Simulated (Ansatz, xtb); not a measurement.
# Relative energy of two isomers of C2H7NSi

We compare X, `C=C(N)[SiH3]`, a singlet, with Y, `N/C=C\[SiH3]`, a singlet. Both are isolated molecules in the gas phase, relaxed with B3LYP-D3(BJ)/def2-SVP; the shapes shown needn't be the lowest conformers.

X (Å):

```xyz
11

C    -2.6759    0.0389   -0.1679
C    -1.3333    0.0522   -0.3121
N    -0.4867    0.9345    0.3547
Si   -0.5189   -1.0639   -1.5979
H    -3.1869    0.7011    0.5414
H    -3.3020   -0.6211   -0.7698
H    -0.8968    1.4425    1.1344
H     0.4434    0.5917    0.5717
H     0.6523   -1.7555   -0.9747
H    -1.5020   -2.0732   -2.0765
H    -0.0045   -0.2715   -2.7534
```

Y (Å):

```xyz
11

C    -2.0021    0.7081   -0.8686
C    -0.7551    0.3399   -1.2534
N    -2.7494    0.1993    0.1657
Si    0.2569   -1.0358   -0.5321
H    -2.4531   -0.6757    0.5857
H    -3.7518    0.3338    0.1342
H    -2.5051    1.5334   -1.3888
H    -0.3199    0.9255   -2.0694
H     1.2949   -0.5723    0.4419
H    -0.6286   -1.9934    0.2092
H     0.9677   -1.7984   -1.6025
```

Quicker runs give these differences E(Y) − E(X): GFN2-xTB −2.5 kcal/mol; HF/STO-3G 0.0 kcal/mol (at GFN2-xTB geometries); r2SCAN-D4/def2-SVP −4.5 kcal/mol (at GFN2-xTB geometries).

Question: Estimate E(Y) − E(X) at the level CCSD(T)/def2-SVP + ΔMP2/def2-TZVPP.

Answer: Calculated at CCSD(T)/def2-SVP + ΔMP2/def2-TZVPP: E(Y) − E(X) = −3.1 kcal/mol, so structure Y lies lower.

The same difference at several levels:

```json
{"level": "GFN2-xTB", "geometry": "GFN2-xTB", "E(Y) − E(X) (kcal/mol)": "−2.5", "departure from the last row (kcal/mol)": "+0.6", "job, with rough time for the two": "optimisation, 0.27 s"}
{"level": "HF/STO-3G", "geometry": "GFN2-xTB", "E(Y) − E(X) (kcal/mol)": "0.0", "departure from the last row (kcal/mol)": "+3.1", "job, with rough time for the two": "single point, 0.34 s"}
{"level": "r2SCAN-D4/def2-SVP", "geometry": "GFN2-xTB", "E(Y) − E(X) (kcal/mol)": "−4.5", "departure from the last row (kcal/mol)": "−1.4", "job, with rough time for the two": "single point, 2.4 s"}
{"level": "B3LYP-D3(BJ)/def2-SVP", "geometry": "B3LYP-D3(BJ)/def2-SVP", "E(Y) − E(X) (kcal/mol)": "−4.2", "departure from the last row (kcal/mol)": "−1.1", "job, with rough time for the two": "optimisation, 44 s"}
{"level": "HF/def2-SVP", "geometry": "B3LYP-D3(BJ)/def2-SVP", "E(Y) − E(X) (kcal/mol)": "−4.5", "departure from the last row (kcal/mol)": "−1.5", "job, with rough time for the two": "part of the CCSD(T) run"}
{"level": "MP2/def2-SVP", "geometry": "B3LYP-D3(BJ)/def2-SVP", "E(Y) − E(X) (kcal/mol)": "−3.7", "departure from the last row (kcal/mol)": "−0.6", "job, with rough time for the two": "part of the CCSD(T) run"}
{"level": "CCSD(T)/def2-SVP", "geometry": "B3LYP-D3(BJ)/def2-SVP", "E(Y) − E(X) (kcal/mol)": "−3.3", "departure from the last row (kcal/mol)": "−0.2", "job, with rough time for the two": "single point"}
{"level": "CCSD(T)/def2-SVP + ΔMP2/def2-TZVPP", "geometry": "B3LYP-D3(BJ)/def2-SVP", "E(Y) − E(X) (kcal/mol)": "−3.1", "departure from the last row (kcal/mol)": "", "job, with rough time for the two": "single point, 15 s"}
```

As drawn, both hold the same kinds of bond in the same numbers.

HF/STO-3G finds them nearly level. The largest departure from CCSD(T)/def2-SVP + ΔMP2/def2-TZVPP is that of HF/STO-3G, 3.1 kcal/mol. The last row adds to CCSD(T) the change of the MP2 difference between the two basis sets, here +0.2 kcal/mol.

With harmonic frequencies from B3LYP-D3(BJ)/def2-SVP (ideal gas, rigid rotor, one conformer each, 298.15 K, 1 atm): on the last row, ΔE + ΔZPE = −2.7, ΔH = −2.7, ΔG = −2.9 kcal/mol.

The correlated steps freeze 8 core orbitals. Run with Ansatz 0.2.0, xtb 6.7.1; the last row on 2 threads of Intel(R) Xeon(R) Platinum 8375C CPU @ 2.90GHz (Ice Lake) on a shared host.

The silyl group prefers the carbon β to nitrogen, though only modestly, and the preference survives the thermal corrections. The likely reason is a push-pull interaction. The nitrogen lone pair donates into the C=C π system and builds up charge on the β carbon, where silicon can stabilise it through low-lying σ* orbitals. In X that charge falls on the terminal CH2 instead, out of reach of the silyl group. The geometries fit this picture: Y has the shorter C–N and Si–C bonds and a slightly longer C=C bond.

Hartree–Fock in the larger basis already favours Y, and correlation reduces the gap rather than creating it. The near-degeneracy in HF/STO-3G therefore probably reflects the minimal basis, which describes polarisation and delocalisation at silicon and nitrogen poorly, more than missing correlation. Y is the Z isomer, so the result doesn't fix the position of the E form, in which the amino and silyl groups are further apart.
